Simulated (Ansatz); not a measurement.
# A series in volume per atom on ScB2

Periodic Kohn-Sham DFT of a crystal at fixed atoms; pressure and stress are positive in compression; the energy is the free energy less that of spherical unpolarised free atoms; site moments are those in the method's own spheres, positive along +z. The results are calculated, by Ansatz 0.2.0.

Cell of the first row (space group P6/mmm, No. 191):
```
cell vectors (Å)
   3.0857     0.0000     0.0000
  -1.5428     2.6723     0.0000
   0.0000     0.0000     3.4481
atoms (fractions of the cell vectors)
Sc  0.00000  0.00000  0.00000
B   0.33333  0.66667  0.50000
B   0.66667  0.33333  0.50000
```

Settings of every row: method all-electron PAW; functional PBEsol; relativity scalar; k mesh 12x12x9; filling fermi-dirac; smearing width 0.03 eV; nucleus gaussian.

Atom start moment: 0 on all atoms.

| row | volume per atom (Å³) | pressure (GPa) |
| --- | --- | --- |
| 1 | 9.478 | 7.882 |
| 2 | 9.881 | -1.023 |
| 3 | 10.083 | -4.862 |
| 4 | 10.183 | ? |
| 5 | 10.486 | -11.501 |

Question: what pressure should row 4 give?

Worked fit of pressure. Take u = (V_r/V)^(2/3) − 1 with V_r = 9.982 Å³ an atom, which is twice the finite (Eulerian) strain; such expansions in the strain, on which the Birch-Murnaghan equation of state is built, carry the rest volume and the bulk modulus. The shown rows have u = 0.03514, 0.0068, -0.00669, -0.03231. Least squares give pressure = −2.9893 + 285.405 × u + 681.11 × u² GPa; a straight line predicts inner rows, each left out in turn, worse (root mean square 0.51 against 0.013 GPa). The rows lie off it by 0.001, -0.006, 0.006, -0.001 (root mean square 0.0043 GPa). The pressure vanishes at u = 0.0102, or V = 9.831 Å³ an atom, and there the bulk modulus at fixed shape and fractions is B = −V dP/dV = (2/3)(1 + u) dP/du = 202 GPa. Letting shape and atoms relax would as a rule lower it, by much in layered, chain or molecular crystals. The withheld row has u = -0.0132, so the fit gives −2.9893 + 285.405 × (-0.0132) + 681.11 × (-0.0132)² = -6.638 GPa.

The calculation gave -6.646 GPa. The fit lies 0.008 GPa (0.041 % of the column's range) above it; its largest miss of a shown row is 0.006 GPa.
